Cut a crystal of rhodium parallel to its cube face and the atoms at the cut lose a third of their nearest neighbours. The table follows what this does to the electron states just below the Fermi level, the energy up to which states are filled. All rows belong to one slab of six planes with one atom each per cell, so rows 1 and 6 are both surfaces and rows 3 and 4 are the middle. The plane share is the fraction of the window's states that sits on a plane, and the plane height is measured from the top atom.

Ansatz 0.2.0, scalar-relativistic PBE with plane waves and PAW, no spin polarisation, for a six-plane Rh(100) slab with the lower three planes held and the upper three relaxed. Cutoff 420 eV, 18 × 18 × 1 k mesh, Gaussian smearing 0.1 eV. Shares cover states from −0.25 to 0 eV relative to the Fermi level, each counted as full; rows run from the bottom plane up.

| row | plane share | plane formula | plane height (Å) |
| --- | --- | --- | --- |
| 1 | 0.226 | Rh | -9.511 |
| 2 | 0.157 | Rh | -7.609 |
| 3 | 0.122 | Rh | -5.708 |
| 4 | 0.124 | Rh | -3.770 |
| 5 | 0.158 | Rh | -1.845 |
| 6 | 0.214 | Rh | 0.000 |

### 1. Which planes hold the most states?

The two outer planes do. Together they hold 0.44 of the window, where two planes out of six would hold a third if all were alike. The middle planes hold least, about 0.12 each, and the second planes come close to an equal sixth. An atom at the surface thus has about 1.8 times as many states in this window as an atom in the middle.

### 2. Why should losing neighbours add states?

Take two limiting cases. In a lone atom the d electrons have sharp levels, and all d states lie within a tiny range of energy. In the bulk crystal each atom couples to 12 neighbours, and the same number of states is spread over a band several electronvolts wide. The number of d states per atom is fixed, so a narrower band must be a taller one.

A surface atom of this face has 8 nearest neighbours and stands between the two cases: its band is narrower than the bulk one and, on average, taller. The d band of rhodium is also more than half full. If the narrower band kept its centre, more of it would lie below the Fermi level and the surface atom would collect extra electrons. Their repulsion pushes the band upwards until the atom is nearly neutral, and this keeps its tall part close to the Fermi level.

This is standard theory of transition-metal surfaces, and the shares agree with its direction. Their size asks for more. The width of a d band grows roughly as the square root of the number of neighbours, so 8 in place of 12 should make the band only about a fifth taller, not 1.8 times. States bound to the surface and the discrete levels of a thin film may supply the rest, but the shares do not separate these parts, nor d states from the others.

### 3. Is the surface richer at every energy?

The argument itself says no. A narrow band is taller but covers less energy, and even after its shift upwards it should end a little sooner than the wide one. Towards the upper edge the inner planes should therefore catch up. The same calculation shows them doing so. From the window just below the Fermi level to the equally wide one just above, a middle plane gains 0.15 states and an outer plane only 0.03, and the ratio of outer to middle falls from 1.8 to 1.2. Between 0.5 and 1 eV the advantage of the surface has gone.

The picture has its limit one step higher. Between 1 and 1.5 eV, where few states remain, each outer plane again holds 0.24 of them. Band narrowing alone would not lead one to predict that. This window rests on few mesh levels, however, and the run warns that its highest levels are only loosely converged, so the value needs a check before it is explained.

### 4. How deep does the surface reach?

In the table's window the excess over the middle planes drops from 0.10 on the outer planes to 0.03 on the second ones. A weaker effect on the second planes is plausible, since their atoms already have all 12 neighbours. It need not end there. Mobile electrons quickly screen a disturbance of the charge, but the states in a narrow window of energy can feel the surface farther in. The middle planes serve only as a reference here, and six planes cannot show whether they are already like the bulk.

The smooth fall is not a general rule, however. Between 2 and 1 eV below the Fermi level the second planes hold less than the middle ones, by a factor of 0.84. A possible reason, not tested here, is interference: electron waves reflected at the two surfaces pile up on some planes and thin out on others, and in so thin a film the pattern changes with energy.

### 5. Which digits can be trusted?

The states are counted on a mesh of 18 × 18 points. A general point has eight symmetry copies, and each level holds two electrons, so one level that slips across the edge of the window moves $2\times 8/18^2\approx 0.05$ states. That is about 2.5% of the 2.0 states in the window. The bottom plane leads the top one by 0.012, half of such a step, so this lead should not be read as a result. The contrast between surface and middle is about four steps and stands on firmer ground, but its second digit is soft.

A finer mesh would not remove every doubt. The levels are Kohn-Sham levels of an approximate functional, computed without spin-orbit coupling, and measured levels can lie somewhat higher or lower. In a window this narrow, such shifts can carry states across an edge.

### 6. Are the two surfaces alike, then?

They are not built alike. The lower half of the slab is held at bulk positions, whereas the upper half has relaxed. The spacing between the top two planes is now 3% smaller than in the bulk. Measured from the held half, the top plane has hardly moved; the two planes beneath it have shifted outward, the nearer one more. The contact between the top plane and the second is thus shortened from 2.69 to 2.65 Å. Closer atoms couple more strongly, so the band of the top plane should be a little wider and less tall than that of the bottom one.

The narrow window is too coarse to show this, but a wider one helps. Over the last 2 eV below the Fermi level, with nearly ten times as many states, the bottom plane holds 0.232 and the top plane 0.216. The order is the one that the coupling argument gives, although a single pair of faces is slender evidence for the cause.

### 7. What would a thicker slab change?

Suppose that four more planes are inserted, each with as many states as a present middle plane. In units of the present window the total grows from 1 to $1+4\times 0.123\approx 1.49$. An outer plane now holds 0.22 on average, so its share becomes $0.22/1.49\approx 0.15$. The share has dropped by a third while the surface atom has kept every one of its states.

A share therefore describes the slab as much as the surface. To compare slabs of different thickness, one should use states per atom, or the ratio of outer to middle, which stays at 1.8 in this estimate. The weak point is the assumption about the added planes: the middle of a six-plane film still has the discrete levels of a film and may differ from true bulk. The analysis printed below gives the ratios and counts for all six planes.

### 8. What if the spin were set free, or the metal were silver?

Many states at the Fermi level make it cheaper for a metal to magnetise, because electrons then need to climb only a little in energy when spins are turned. The surface is the place where this would matter first. The calculation kept both spins equal, so it leaves open whether the surface would polarise; if it did, its states would split and the outer shares would shift.

In silver the d band is full and lies several electronvolts below the Fermi level. The same window would then hold mainly broad s and p states, and the narrowing of the d band would matter little for the shares. Its effect should be sought lower down, within the d band itself. For a neighbouring metal the first question is thus where the window lies in the d band, and only the second is how many neighbours the surface atom has lost.

Printed output of the fit:

```
Planes of the slab:
  row  share over equal share  spacing to plane below in A  share from -2 to 0 eV
    1                   1.356                          n/a                 0.2319
    2                   0.942                        1.902                 0.1362
    3                   0.732                        1.901                 0.1397
    4                   0.744                        1.938                 0.1442
    5                   0.948                        1.925                 0.1318
    6                   1.284                        1.845                 0.2162
States per plane in three windows of 0.25 eV:
  row  -0.5 to -0.25 eV  -0.25 to 0 eV  0 to 0.25 eV
    1            0.6504         0.4534        0.4856
    2            0.3739          0.315        0.4211
    3            0.3228         0.2448        0.4006
    4            0.3102         0.2488        0.3921
    5            0.3513          0.317        0.4152
    6            0.5593         0.4293        0.4535
Equal share of six planes: 0.1667
Both outer planes together, share: 0.44
Mean outer share less mean middle share: 0.097
Mean outer share over mean middle share: 1.789
Mean second-plane share less mean middle share: 0.0345
Bottom share less top share: 0.012
Share of the window carried by one general mesh level with its copies: 0.02462
Outer-middle contrast counted in such levels: 3.941
Gain of a mean outer plane from just below to just above the Fermi level, states: 0.02818
Gain of a mean middle plane over the same step, states: 0.1496
Outer over middle share, 0 to 0.25 eV: 1.185
Outer over middle share, 0.5 to 1 eV: 0.9386
Second over middle share, -2 to -1 eV: 0.84
Top spacing against bulk spacing, per cent: -2.967
Contact from top to second plane, A: 2.649
Estimated outer share in a slab of ten planes: 0.1475
```
